Occupied orbitals of Ir4+ (Z = 77, [Xe] 4f14 5d5), computed with the B-spline radial atomic code version 1: all-electron four-component Dirac-Coulomb Hartree-Fock, averaged over the nl configuration, with a Fermi nucleus and at the radial basis-set limit. ε is the orbital energy, and r_max is the radius where the orbital's radial probability density peaks.

## Script

```python
# Table: orbital energies and radial moments of Ir4+ (Z=77), B-spline radial code,
# Dirac-Coulomb Hartree-Fock, configuration average. Tested: can hydrogenic shape ratios
# and Slater screening (no fitted parameter) identify five unlabelled rows?
T = {
    'orbital': ['1s1/2', '2s1/2', '2p1/2', '2p3/2', '3s1/2', '3p1/2', '3p3/2', '3d3/2', '3d5/2', '4s1/2', '4p1/2', '4p3/2', '4d3/2', '4d5/2', '5s1/2', '5p1/2', '5p3/2', '4f5/2', '4f7/2', '5d3/2', '5d5/2'],
    'n': [1, 2, 2, 2, 3, 3, 3, 3, 3, 4, 4, 4, 4, 4, 5, 5, 5, 4, 4, 5, 5],
    'l': [0, 0, 1, 1, 0, 1, 1, 2, 2, 0, 1, 1, 2, 2, 0, 1, 1, 3, 3, 2, 2],
    'nl_electrons': [2, 2, 6, 6, 2, 6, 6, 10, 10, 2, 6, 6, 10, 10, 2, 6, 6, 14, 14, 5, 5],
    'e': [-76658, -13591, -12994, -11363, -3280.8, -3014.5, -2652.4, -2213.8, -2136.3, -772.39, -659.07, -572.43, -386.47, -370.15, -162.12, -123.44, -108.87, -131.85, -128.56, -57.97, -56.461],  # eV
    'r': [0.017439, 0.072922, 0.060248, 0.068517, 0.18954, 0.18, 0.19512, 0.17058, 0.17522, 0.42331, 0.42733, 0.45918, 0.47163, 0.48265, 0.98545, 1.0623, 1.1471, 0.52548, 0.53272, 1.4535, 1.4921],  # bohr
    'r_max': [0.01082, 0.06246, 0.04627, 0.05339, 0.1756, 0.1644, 0.1788, 0.1398, 0.1438, 0.3978, 0.3971, 0.4263, 0.4216, 0.431, 0.8974, 0.9508, 1.025, 0.3945, 0.3994, 1.229, 1.263],  # bohr
    'inv_r': [92.133, 22.569, 22.486, 18.577, 8.2998, 8.1996, 7.1896, 7.0661, 6.832, 3.4789, 3.3668, 3.0335, 2.8199, 2.7383, 1.3686, 1.2556, 1.1417, 2.3438, 2.3113, 0.8862, 0.85983],  # 1/bohr
    'r2': [0.0004195, 0.006354, 0.004529, 0.005717, 0.04123, 0.0378, 0.04422, 0.03418, 0.03594, 0.2023, 0.2078, 0.2397, 0.2574, 0.2694, 1.088, 1.271, 1.481, 0.3355, 0.3449, 2.419, 2.546],  # bohr²
}
import numpy as np, itertools
from scipy.special import eval_genlaguerre
from scipy.constants import physical_constants as pc
Ha = pc['Hartree energy in eV'][0]; Z = 77
o = T['orbital']; n = np.array(T['n'], int); l = np.array(T['l'], int); N = len(o)
e, r, rm, ir, r2 = (np.array(T[k], float) for k in ('e', 'r', 'r_max', 'inv_r', 'r2'))
sh = {(a, b): q for a, b, q in zip(n, l, T['nl_electrons'])}
def slater(a, b):
    s = 0.0
    for (c, d), q in sh.items():
        if (c, d) == (a, b): s += (q - 1) * (0.30 if a == 1 else 0.35)
        elif b <= 1: s += q * (0.35 if (c == a and d <= 1) else 0.85 if c == a - 1 else 1.0 if c < a - 1 else 0)
        elif c < a or (c == a and d < b): s += q
    return Z - s
x = np.linspace(1e-4, 60, 300001)
def peak(a, b):
    P = x**(b + 1) * np.exp(-x / a) * eval_genlaguerre(a - b - 1, 2 * b + 1, 2 * x / a)
    return x[np.argmax(P**2)]
hr = (3 * n**2 - l * (l + 1)) / 2; hr2 = n**2 * (5 * n**2 + 1 - 3 * l * (l + 1)) / 2
hp = np.array([peak(int(a), int(b)) for a, b in zip(n, l)])
S = np.c_[r * ir, r2 / r**2, rm * ir]; H = np.c_[hr / n**2, hr2 / hr**2, hp / n**2]
Zs = np.array([slater(a, b) for a, b in zip(n, l)])
Zr, Zi, Ze = hr / r, n**2 * ir, n * np.sqrt(-2 * e / Ha)
rS, iS, eS = hr / Zs, Zs / n**2, -Zs**2 / (2 * n**2) * Ha
hid = [6, 7, 11, 17, 19]
print('A=<r><1/r>, B=<r2>/<r>^2, C=rmax<1/r> (table/hydrogenic); Z from <r>,<1/r>,eps,Slater; Slater <r> err; *=hidden')
for i in range(N):
    abc = ' '.join(f'{k} {S[i,j]:.3f}/{H[i,j]:.3f}' for j, k in enumerate('ABC'))
    print(f"{o[i]}{'*' if i in hid else ' '} {abc} Z {Zr[i]:.1f} {Zi[i]:.1f} {Ze[i]:.1f} {Zs[i]:.2f} {100*(rS[i]/r[i]-1):+.0f}%")
nod = n - l - 1; a = np.where(nod == 0)[0]; b = np.where(nod > 0)[0]
ia, ib = a[np.argmax(S[a, 2])], b[np.argmin(S[b, 2])]
fl = 0.5 * 10**(np.floor(np.log10(rm)) - 3) / rm
print(f'C: largest nodeless {S[ia,2]:.3f} ({o[ia]}), smallest noded {S[ib,2]:.3f} ({o[ib]}); rounding floor <= {100*fl.max():.3f}%')
w = np.argsort(-abs(rS / r - 1))[:4]
print('worst Slater <r> (model/table):', ', '.join(f'{o[i]} {rS[i]/r[i]:.2f}' for i in w))
rm2 = dict(zip(hid, [111.18, 62.592, 27.586, 6.8728, 1.8273]))  # further output: <1/r^2>, bohr^-2
print('hidden: Slater <r> bohr, <1/r>, eps eV | <r>/rmax | <1/r2>/<1/r>^2 (further output)/hyd | j partner differs')
for i in hid:
    p = [k for k in range(N) if n[k] == n[i] and l[k] == l[i] and k != i][0]
    print(f'{o[i]} {rS[i]:.3f} {iS[i]:.2f} {eS[i]:.0f} | {r[i]/rm[i]:.3f} | {rm2[i]/ir[i]**2:.2f}/{n[i]/(l[i]+.5):.2f} | '
          f'<r> {100*(r[p]/r[i]-1):+.1f}% eps {e[p]-e[i]:+.1f} eV ({100*(e[p]/e[i]-1):+.1f}%) C {S[p,2]-S[i,2]:+.3f}')
sp = lambda i, k: list(np.log(S[i] / H[k])); sz = lambda i, k: [np.log(r[i] / rS[k]), np.log(ir[i] / iS[k])]
sch = {'shape': sp, 'Slater size': sz, 'Slater energy': lambda i, k: [np.log(e[i] / eS[k])],
       'shape+size': lambda i, k: sp(i, k) + sz(i, k)}
print('assignments of rows', hid, 'over 120 permutations, score = rms log misfit')
for name, f in sch.items():
    sc = sorted((np.sqrt(np.mean(np.concatenate([f(i, k) for i, k in zip(hid, p)])**2)), p) for p in itertools.permutations(hid))
    rk = [p for _, p in sc].index(tuple(hid))
    t = '; '.join(f"{s:.4f} {' '.join(o[k][:2] for k in p)}" for s, p in sc[:2])
    print(f'{name}: best, second {t}; true rank {rk+1} score {sc[rk][0]:.4f}')
inv = [(i, k) for i in range(N) for k in range(N) if r[i] < r[k] and e[i] > e[k]]
print(f'smaller <r> yet less bound: {len(inv)} of {N*(N-1)//2} pairs; hidden:', [(o[i], o[k]) for i, k in inv if i in hid and k in hid])
for i, k in ((7, 6), (17, 11), (19, 17), (17, 15), (17, 16)):
    print(f'{o[i]}/{o[k]}: eps {e[i]/e[k]:.3f} (diff {e[i]-e[k]:+.1f} eV), <r> {r[i]/r[k]:.3f}, rmax {rm[i]/rm[k]:.3f}, <1/r> {ir[i]/ir[k]:.3f}')
assert S[ia, 2] < S[ib, 2]
assert S[7, 2] < 1 and S[17, 2] < 1 and min(S[6, 2], S[11, 2], S[19, 2]) > 1
assert r[7] < r[6] and e[7] > e[6] and rm[17] < rm[11] and e[17] > e[11]
assert all(np.diff(e[hid]) > 0)
```

Printed output:

```
A=<r><1/r>, B=<r2>/<r>^2, C=rmax<1/r> (table/hydrogenic); Z from <r>,<1/r>,eps,Slater; Slater <r> err; *=hidden
1s1/2  A 1.607/1.500 B 1.379/1.333 C 0.997/1.000 Z 86.0 92.1 75.1 76.70 +12%
2s1/2  A 1.646/1.500 B 1.195/1.167 C 1.410/1.309 Z 82.3 90.3 63.2 72.85 +13%
2p1/2  A 1.355/1.250 B 1.248/1.200 C 1.040/1.000 Z 83.0 89.9 61.8 72.85 +14%
2p3/2  A 1.273/1.250 B 1.218/1.200 C 0.992/1.000 Z 73.0 74.3 57.8 72.85 +0%
3s1/2  A 1.573/1.500 B 1.148/1.136 C 1.457/1.453 Z 71.2 74.7 46.6 65.75 +8%
3p1/2  A 1.476/1.389 B 1.167/1.152 C 1.348/1.333 Z 69.4 73.8 44.7 65.75 +6%
3p3/2* A 1.403/1.389 B 1.161/1.152 C 1.286/1.333 Z 64.1 64.7 41.9 65.75 -3%
3d3/2* A 1.205/1.167 B 1.175/1.143 C 0.988/1.000 Z 61.6 63.6 38.3 55.85 +10%
3d5/2  A 1.197/1.167 B 1.171/1.143 C 0.982/1.000 Z 59.9 61.5 37.6 55.85 +7%
4s1/2  A 1.473/1.500 B 1.129/1.125 C 1.384/1.539 Z 56.7 55.7 30.1 49.25 +15%
4p1/2  A 1.439/1.438 B 1.138/1.134 C 1.337/1.474 Z 53.8 53.9 27.8 49.25 +9%
4p3/2* A 1.393/1.438 B 1.137/1.134 C 1.293/1.474 Z 50.1 48.5 25.9 49.25 +2%
4d3/2  A 1.330/1.312 B 1.157/1.143 C 1.189/1.326 Z 44.5 45.1 21.3 37.85 +18%
4d5/2  A 1.322/1.312 B 1.156/1.143 C 1.180/1.326 Z 43.5 43.8 20.9 37.85 +15%
5s1/2  A 1.349/1.500 B 1.120/1.120 C 1.228/1.597 Z 38.1 34.2 17.3 19.35 +97%
5p1/2  A 1.334/1.460 B 1.126/1.126 C 1.194/1.556 Z 34.4 31.4 15.1 19.35 +78%
5p3/2  A 1.310/1.460 B 1.126/1.126 C 1.170/1.556 Z 31.8 28.5 14.1 19.35 +64%
4f5/2* A 1.232/1.125 B 1.215/1.111 C 0.925/1.000 Z 34.3 37.5 12.5 26.45 +30%
4f7/2  A 1.231/1.125 B 1.215/1.111 C 0.923/1.000 Z 33.8 37.0 12.3 26.45 +28%
5d3/2* A 1.288/1.380 B 1.145/1.134 C 1.089/1.468 Z 23.7 22.2 10.3 7.60 +212%
5d5/2  A 1.283/1.380 B 1.144/1.134 C 1.086/1.468 Z 23.1 21.5 10.2 7.60 +204%
C: largest nodeless 1.040 (2p1/2), smallest noded 1.086 (5d5/2); rounding floor <= 0.049%
worst Slater <r> (model/table): 5d3/2 3.12, 5d5/2 3.04, 5s1/2 1.97, 5p1/2 1.78
hidden: Slater <r> bohr, <1/r>, eps eV | <r>/rmax | <1/r2>/<1/r>^2 (further output)/hyd | j partner differs
3p3/2 0.190 7.31 -6535 | 1.091 | 2.15/2.00 | <r> -7.7% eps -362.1 eV (+13.7%) C +0.063
3d3/2 0.188 6.21 -4715 | 1.220 | 1.25/1.20 | <r> +2.7% eps +77.5 eV (-3.5%) C -0.005
4p3/2 0.467 3.08 -2063 | 1.077 | 3.00/2.67 | <r> -6.9% eps -86.6 eV (+15.1%) C +0.044
4f5/2 0.681 1.65 -595 | 1.332 | 1.25/1.14 | <r> +1.4% eps +3.3 eV (-2.5%) C -0.001
5d3/2 4.539 0.30 -31 | 1.183 | 2.33/2.00 | <r> +2.7% eps +1.5 eV (-2.6%) C -0.003
assignments of rows [6, 7, 11, 17, 19] over 120 permutations, score = rms log misfit
shape: best, second 0.0830 4p 4f 5d 3d 3p; 0.0833 5d 4f 4p 3d 3p; true rank 7 score 0.0958
Slater size: best, second 0.5156 3p 3d 4p 4f 5d; 0.5164 3d 3p 4p 4f 5d; true rank 1 score 0.5156
Slater energy: best, second 1.0652 3p 3d 4p 4f 5d; 1.0762 3d 3p 4p 4f 5d; true rank 1 score 1.0652
shape+size: best, second 0.3344 3p 3d 4p 4f 5d; 0.3469 3d 3p 4p 4f 5d; true rank 1 score 0.3344
smaller <r> yet less bound: 11 of 210 pairs; hidden: [('3d3/2', '3p3/2')]
3d3/2/3p3/2: eps 0.835 (diff +438.6 eV), <r> 0.874, rmax 0.782, <1/r> 0.983
4f5/2/4p3/2: eps 0.230 (diff +440.6 eV), <r> 1.144, rmax 0.925, <1/r> 0.773
5d3/2/4f5/2: eps 0.440 (diff +73.9 eV), <r> 2.766, rmax 3.115, <1/r> 0.378
4f5/2/5p1/2: eps 1.068 (diff -8.4 eV), <r> 0.495, rmax 0.415, <1/r> 1.867
4f5/2/5p3/2: eps 1.211 (diff -23.0 eV), <r> 0.458, rmax 0.385, <1/r> 2.053
```
